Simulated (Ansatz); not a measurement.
## Abstraction of F: GeH3F + SiH3(SiH2) → GeH3 + SiH2(SiH3)F

Species: GeH3F `[F][GeH3]`, singlet; SiH3(SiH2), doublet; GeH3 `[GeH3]`, doublet; SiH2(SiH3)F, singlet. A radical takes F: the energy is the difference in strength between the Ge–F bond broken and the Si–F bond made.

Shapes, held fixed at every level: PBE0-D4/def2-TZVP. Programs: Ansatz 0.2.0. The zero-point and thermal change to 298 K, harmonic and unscaled (PBE0-D4/def2-TZVP), is -0.1 kJ/mol.

```csv
level,kind,ΔH(298 K) (kJ/mol),less CCSD(T)/def2-TZVPP
HF/def2-SVP,Hartree–Fock,-65.9,+9.1
SPW92/def2-TZVPP,LDA,-73.8,+1.2
PBE-D4/def2-TZVPP,GGA,-68.4,+6.6
r2SCAN-D4/def2-TZVPP,meta-GGA,-72.8,+2.2
BHLYP-D4/def2-TZVPP,global hybrid,-81.9,-6.9
MP2/def2-TZVPP,perturbation theory,-76.8,-1.8
CCSD(T)/def2-SVP,coupled cluster or CI,-60.2,+14.8
CCSD(T)/def2-TZVPP,coupled cluster or CI,-75.0,0.0
```

The highest level, CCSD(T)/def2-TZVPP, gives ΔH(298 K) = -75.0 kJ/mol; the levels span -81.9 to -60.2. The column of differences is taken from that level and isn't an error. No measured value is set beside it here. Open shells run unrestricted unless RO is named. Relativity is left out for Ge unless named. Correlated rows may include outer-core shells of Ge, which these sets cover unevenly.

Fluorine transfer from germanium to silicon is clearly exothermic at every level, with -75.0 kJ/mol at the highest, so the Si–F bond formed is stronger than the Ge–F bond broken. Both are polar single bonds to a group 14 centre. The filled 3d shell of germanium screens its nuclear charge poorly, making it more electronegative than silicon. Silicon is also slightly smaller, so its bond to fluorine is shorter and more ionic, with the greater electrostatic stabilisation.

The sign is secure, but the magnitude depends strongly on the basis. Coupled cluster gives only -60.2 kJ/mol in def2-SVP, probably because the small set lacks the polarisation flexibility needed for the compact, polar Si–F bond. In that same basis Hartree–Fock is more exothermic than coupled cluster, so its weaker exothermicity relative to the highest level reflects the basis, not missing correlation. The closeness of LDA to that level suggests cancellation of errors between two similar bonds, not accurate individual bond strengths. The reaction enthalpy alone doesn't establish how fast the abstraction would be.
